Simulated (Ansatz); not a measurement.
Sc: the change of pressure with volume scale

Results calculated with Ansatz 0.2.0, not measured. Periodic Kohn-Sham DFT of a crystal at fixed atoms, scaled to volume_scale times the given cell; pressure positive in compression, energy less spherical unpolarised free atoms, largest_vzz the field gradient of largest size among the nuclei.

The cell before it is scaled or strained (space group Fm-3m, No. 225):
```
cell vectors (Å)
   0.0000     2.2705     2.2705
   2.2705     0.0000     2.2705
   2.2705     2.2705     0.0000
atoms (fractions of the cell vectors)
Sc  0.00000  0.00000  0.00000
```

Settings of every row: method frozen-core PAW; functional PBEsol; relativity scalar; k mesh 12x12x12; filling fermi-dirac; smearing width 0.03 eV; wave cutoff 420 eV; paw set soft_2.

Atom start moment: 0 on all atoms.

Limits: PAW files made with PBE.

```csv
row,volume scale,V (Å³/atom),pressure (GPa)
1,0.94,22.005,4.201
2,0.96,22.473,2.864
3,0.98,22.941,?
4,0.99,23.176,1.04
5,1,23.41,0.474
6,1.01,23.644,-0.073
7,1.02,23.878,-0.6
8,1.04,24.346,-1.599
9,1.06,24.814,-2.524
```

Question: what pressure should row 3 give?

Worked fit of pressure. Take u = (V_r/V)^(2/3) − 1 with V_r = 23.527 Å³ an atom, which is twice the finite (Eulerian) strain; such expansions in the strain, on which the Birch-Murnaghan equation of state is built, carry the rest volume and the bulk modulus. The shown rows have u = 0.04559, 0.03103, 0.01007, 0.00333, -0.0033, -0.00982, -0.02255, -0.03488. Least squares give pressure = 0.1971 + 82.278 × u + 121.14 × u² GPa; a straight line predicts inner rows, each left out in turn, worse (root mean square 0.063 against 0.0026 GPa). The rows lie off it by 0.001, -0.003, 0.002, 0.002, 0.000, -0.001, -0.002, 0.001. The pressure vanishes at u = -0.0024, or V = 23.61 Å³ an atom, and there the bulk modulus at fixed shape and fractions is B = −V dP/dV = (2/3)(1 + u) dP/du = 54.3 GPa. The withheld row has u = 0.01696, so the fit gives 0.1971 + 82.278 × (0.01696) + 121.14 × (0.01696)² = 1.627 GPa.

The calculation gave 1.626 GPa. The fit lies 0.001 GPa (0.015 % of the column's range) above it, one unit of the last digit.
